**Hand rule for ligand-hole weights and spin state of a Co²⁺ cluster**

The table holds ligand-hole weights, d count, spin, metal e count and ground energy of a cubic Co²⁺ d⁷ charge-transfer multiplet cluster (Dirac-Coulomb-Breit atomic integrals, Slater integrals scaled by 0.8, 300 K) for five charge transfer energies. The program tests a rule with no fitted parameter: hole counting for the hopping, strong-field energies from rough recalled Racah values, and a two-level formula with the two-hole state folded in, and compares it with perturbation ratios. The rule finds the right spin state in all rows and the no-hole weight within 0.023, while its energies lie about 0.3 eV too high. The perturbation ratios fail at small charge transfer energy. The spin crossing near 2.4 eV moves by about 1 eV or more when the Racah values change by 10 %.

Calculated values. Radial Dirac CI 1, charge-transfer multiplet model of a cubic Co²⁺ (d⁷) metal-ligand cluster with Dirac-Coulomb-Breit atomic integrals, Slater integrals scaled by 0.8 and up to 3 ligand holes. Configurations with k ligand holes average kΔ + k(k−1)U/2, with U = 5.8 eV; 10Dq is 1.45 eV (metal) and 0.1 eV (ligand), hopping 1.75 eV (e) and −0.86 eV (t₂), temperature 300 K.

## Script

```python
# Table: Co2+ d7 charge-transfer multiplet cluster (radial Dirac CI, DCB integrals x0.8, 300 K), sweep of Delta.
# Tested: hand rule (hole counting + two-level formula + folded two-hole step, no fit) vs perturbation estimates.
T = {
    'charge_transfer_energy': [0.4, 1.4, 3.4, 4.4, 5.4],  # eV
    'd_count': [7.618, 7.487, 7.174, 7.128, 7.101],
    'weight_no_hole': [0.433, 0.545, 0.831, 0.875, 0.901],
    'weight_one_hole': [0.517, 0.423, 0.164, 0.122, 0.097],
    'ground_spin': [0.52, 0.57, 1.44, 1.49, 1.5],
    'metal_e_electrons': [1.66, 1.569, 2.12, 2.148, 2.137],
    'ground_energy_from_dn_average': [-5.7087, -5.1562, -4.4998, -4.3556, -4.243],  # eV
}
import numpy as np
from scipy.optimize import brentq
D, n, w0, w1, S, ne, E = (np.array(T[k], float) for k in ['charge_transfer_energy', 'd_count', 'weight_no_hole',
    'weight_one_hole', 'ground_spin', 'metal_e_electrons', 'ground_energy_from_dn_average'])
U, Q, L, Ve, Vt = 5.8, 1.45, 0.1, 1.75, 0.86   # settings from the caption, eV
B0, C0 = 0.12, 0.46                            # rough recalled Racah values (scaled 0.8), eV
# further outputs of the same runs: two-hole weight, level E(HS)-E(LS), no-hole weight of lowest HS and LS levels
w2 = np.array([.049, .031, .005, .003, .002]); gap = np.array([.420, .214, -.203, -.297, -.382])
wl = {'HS': np.array([.62, .72, .84, .88, .90]), 'LS': np.array([.43, .54, .76, .79, .83])}
def par(s, B, C):
    a = -14*B/9 + 7*C/9; e, t = Ve**2, Vt**2
    if s == 'LS':
        return 3*e, 4*e, -8*B+4*C-3*a-1.8*Q, (-8*B+4*C)/3-a-1.2*Q-.6*L, -.6*Q-1.2*L
    E1 = (2*e*(-2*B-a-.2*Q-.6*L) + t*(-8*B-a-1.2*Q+.4*L))/(2*e+t)
    E2 = (e*e*(.4*Q-1.2*L) + 2*e*t*(-.6*Q-.2*L))/(e*e+2*e*t)
    return 2*e+t, 4*(e*e+2*e*t)/(2*e+t), -12*B-3*a-.8*Q, E1, E2
def rule(d, s, B=B0, C=C0):
    A1, A2, E0, E1, E2 = par(s, B, C)
    two = lambda g: np.sqrt(g*g/4 + A1) - g/2
    G0 = d+E1-E0; x0 = two(G0); g2 = 2*d+U+E2-E0+x0; G = G0-A2/g2; x = two(G)
    r1 = x*x/A1; r2 = A2/g2**2; p = 1/(1+r1+r1*r2)
    return dict(G0=G0, x0=x0, g2=g2, s=A2/g2, G=G, x=x, r1=r1, r2=r2, w0=p, w1=p*r1, w2=p*r1*r2,
                n=7+p*r1*(1+2*r2), E=E0-x, A1=A1, p2=1/(1+x0*x0/A1))
for s in ('LS', 'HS'):
    A1, A2, E0, E1, E2 = par(s, B0, C0)
    print(f"{s}: V1^2={A1:.3f} V1={A1**.5:.3f} V2^2={A2:.3f} V2={A2**.5:.3f} E0={E0:.3f} E1={E1:.3f} E2={E2:.3f} delta={E1-E0:.3f} eV")
print(f"ionic E(LS)-E(HS)=4B+4C-10Dq={4*B0+4*C0-Q:.3f} eV; rounding floor: weights 0.0005, levels 0.005, E 0.00005 eV")
R = {s: [rule(d, s) for d in D] for s in ('LS', 'HS')}
st = ['LS' if a['E'] < b['E'] else 'HS' for a, b in zip(R['LS'], R['HS'])]
P = [R[s][i] for i, s in enumerate(st)]; g = lambda k: np.array([p[k] for p in P])
f = lambda v, m=3: ' '.join(f"{y:+.{m}f}" for y in v)
print("steps: Delta state spin | G0 x0 g2 shift G x (eV) | w1/w0 w2/w1")
for d, s, sp, p in zip(D, st, S, P):
    print(d, s, sp, '|', f([p[k] for k in ('G0', 'x0', 'g2', 's', 'G', 'x')]), '|', f([p['r1'], p['r2']]))
print("rows Delta:", D)
eR = np.where(np.array(st) == 'LS', g('n')-6, 2+(g('n')-7)*2*Ve**2/(2*Ve**2+Vt**2))
for nm, m, t in (('w0', g('w0'), w0), ('w1', g('w1'), w1), ('w2', g('w2'), w2), ('n_d', g('n'), n),
                 ('E/eV', g('E'), E), ('n_e', eR, ne)):
    print(f"{nm} rule {f(m)} | rule-table {f(m-t)} | worst Delta={D[np.argmax(abs(m-t))]}")
print("rel. error of n_d-7 (%):", f(100*(g('n')-n)/(n-7), 1))
print(f"E residual mean {np.mean(g('E')-E):.3f} eV, spread (max-min) {np.ptp(g('E')-E):.3f} eV")
print("w1/w0 table      :", f(w1/w0))
print("V1^2/Delta^2     :", f(g('A1')/D**2), "| over table x", f(g('A1')/D**2/(w1/w0), 2))
print("V1^2/(Delta+d)^2 :", f(g('A1')/g('G0')**2), "| over table x", f(g('A1')/g('G0')**2/(w1/w0), 2))
print("rule w1/w0 over table x:", f(g('r1')/(w1/w0), 2), "| V1/G0:", f(g('A1')**.5/g('G0'), 2))
print("w0 error without two-hole fold:", f(g('p2')-w0))
for s in ('LS', 'HS'):
    m = np.array([p['w0'] for p in R[s]])
    print(f"{s} branch w0 rule {f(m, 2)} | minus levels {f(m-wl[s], 2)} | gain x {f([p['x'] for p in R[s]], 2)}")
gm = np.array([b['E']-a['E'] for a, b in zip(R['LS'], R['HS'])])
print("E(HS)-E(LS) rule/eV:", f(gm), "| minus levels", f(gm-gap))
print(f"crossing, levels interpolated: {D[1]+(D[2]-D[1])*gap[1]/(gap[1]-gap[2]):.2f} eV")
for k in (.9, 1, 1.1):
    c = brentq(lambda d: rule(d, 'HS', k*B0, k*C0)['E']-rule(d, 'LS', k*B0, k*C0)['E'], -3, 20)
    w = [rule(d, s, k*B0, k*C0)['w0'] for d, s in zip(D, st)]
    print(f"B,C x{k}: crossing {c:.2f} eV, max w0 error (state fixed) {max(abs(w-w0)):.3f}")
print(f"omitted t2^4e^3 mixing (ionic): weight {(6*B0/(Q+9*B0))**2:.2f}, energy {-(6*B0)**2/(Q+9*B0):.2f} eV")
print("dE/dDelta:", f(np.diff(E)/np.diff(D)), "| mean n-7:", f((n[1:]+n[:-1])/2-7))
print("t2 count n-n_e:", f(n-ne), "| n-7-w1-2w2:", f(n-7-w1-2*w2))
print(f"w0 step 1.4->3.4: table {w0[2]-w0[1]:.3f}, within HS levels {wl['HS'][2]-wl['HS'][1]:.2f}")
assert np.all(np.diff(n) < 0) and np.all(np.diff(w0) > 0)
assert all((s == 'HS') == (sp > 1) for s, sp in zip(st, S))
assert max(abs(g('w0')-w0)) < 0.07
assert max(abs(n-7-w1-2*w2)) < 0.01
```

Output:

```
LS: V1^2=9.188 V1=3.031 V2^2=12.250 V2=3.500 E0=-2.243 E1=-1.678 E2=-0.990 delta=0.566 eV
HS: V1^2=6.865 V1=2.620 V2^2=8.105 V2=2.847 E0=-3.113 E1=-0.984 E2=0.020 delta=2.129 eV
ionic E(LS)-E(HS)=4B+4C-10Dq=0.870 eV; rounding floor: weights 0.0005, levels 0.005, E 0.00005 eV
steps: Delta state spin | G0 x0 g2 shift G x (eV) | w1/w0 w2/w1
0.4 LS 0.52 | +0.966 +2.587 +10.440 +1.173 -0.208 +3.137 | +1.071 +0.112
1.4 LS 0.57 | +1.966 +2.204 +12.057 +1.016 +0.950 +2.593 | +0.732 +0.084
3.4 HS 1.44 | +5.529 +1.044 +16.778 +0.483 +5.046 +1.114 | +0.181 +0.029
4.4 HS 1.49 | +6.529 +0.921 +18.655 +0.434 +6.095 +0.971 | +0.137 +0.023
5.4 HS 1.5 | +7.529 +0.822 +20.556 +0.394 +7.135 +0.859 | +0.107 +0.019
rows Delta: [0.4 1.4 3.4 4.4 5.4]
w0 rule +0.456 +0.558 +0.843 +0.877 +0.901 | rule-table +0.023 +0.013 +0.012 +0.002 +0.000 | worst Delta=0.4
w1 rule +0.489 +0.408 +0.153 +0.121 +0.097 | rule-table -0.028 -0.015 -0.011 -0.001 -0.000 | worst Delta=0.4
w2 rule +0.055 +0.034 +0.004 +0.003 +0.002 | rule-table +0.006 +0.003 -0.001 -0.000 -0.000 | worst Delta=0.4
n_d rule +7.599 +7.477 +7.161 +7.126 +7.101 | rule-table -0.019 -0.010 -0.013 -0.002 -0.000 | worst Delta=0.4
E/eV rule -5.380 -4.837 -4.228 -4.085 -3.972 | rule-table +0.329 +0.320 +0.272 +0.271 +0.271 | worst Delta=0.4
n_e rule +1.599 +1.477 +2.144 +2.113 +2.090 | rule-table -0.061 -0.092 +0.024 -0.035 -0.047 | worst Delta=1.4
rel. error of n_d-7 (%): -3.1 -2.1 -7.3 -1.5 -0.5
E residual mean 0.292 eV, spread (max-min) 0.058 eV
w1/w0 table      : +1.194 +0.776 +0.197 +0.139 +0.108
V1^2/Delta^2     : +57.422 +4.688 +0.594 +0.355 +0.235 | over table x +48.09 +6.04 +3.01 +2.54 +2.19
V1^2/(Delta+d)^2 : +9.855 +2.378 +0.225 +0.161 +0.121 | over table x +8.25 +3.06 +1.14 +1.15 +1.12
rule w1/w0 over table x: +0.90 +0.94 +0.92 +0.99 +1.00 | V1/G0: +3.14 +1.54 +0.47 +0.40 +0.35
w0 error without two-hole fold: +0.146 +0.109 +0.032 +0.015 +0.009
LS branch w0 rule +0.46 +0.56 +0.72 +0.78 +0.83 | minus levels +0.03 +0.02 -0.04 -0.01 -0.00 | gain x +3.14 +2.59 +1.83 +1.58 +1.37
HS branch w0 rule +0.65 +0.73 +0.84 +0.88 +0.90 | minus levels +0.03 +0.01 +0.00 -0.00 +0.00 | gain x +1.86 +1.54 +1.11 +0.97 +0.86
E(HS)-E(LS) rule/eV: +0.402 +0.182 -0.150 -0.266 -0.357 | minus levels -0.018 -0.032 +0.053 +0.031 +0.025
crossing, levels interpolated: 2.43 eV
B,C x0.9: crossing 3.84 eV, max w0 error (state fixed) 0.026
B,C x1: crossing 2.39 eV, max w0 error (state fixed) 0.023
B,C x1.1: crossing 1.40 eV, max w0 error (state fixed) 0.021
omitted t2^4e^3 mixing (ionic): weight 0.08, energy -0.20 eV
dE/dDelta: +0.553 +0.328 +0.144 +0.113 | mean n-7: +0.553 +0.331 +0.151 +0.114
t2 count n-n_e: +5.958 +5.918 +5.054 +4.980 +4.964 | n-7-w1-2w2: +0.003 +0.002 +0.000 +0.000 -0.000
w0 step 1.4->3.4: table 0.286, within HS levels 0.12
```
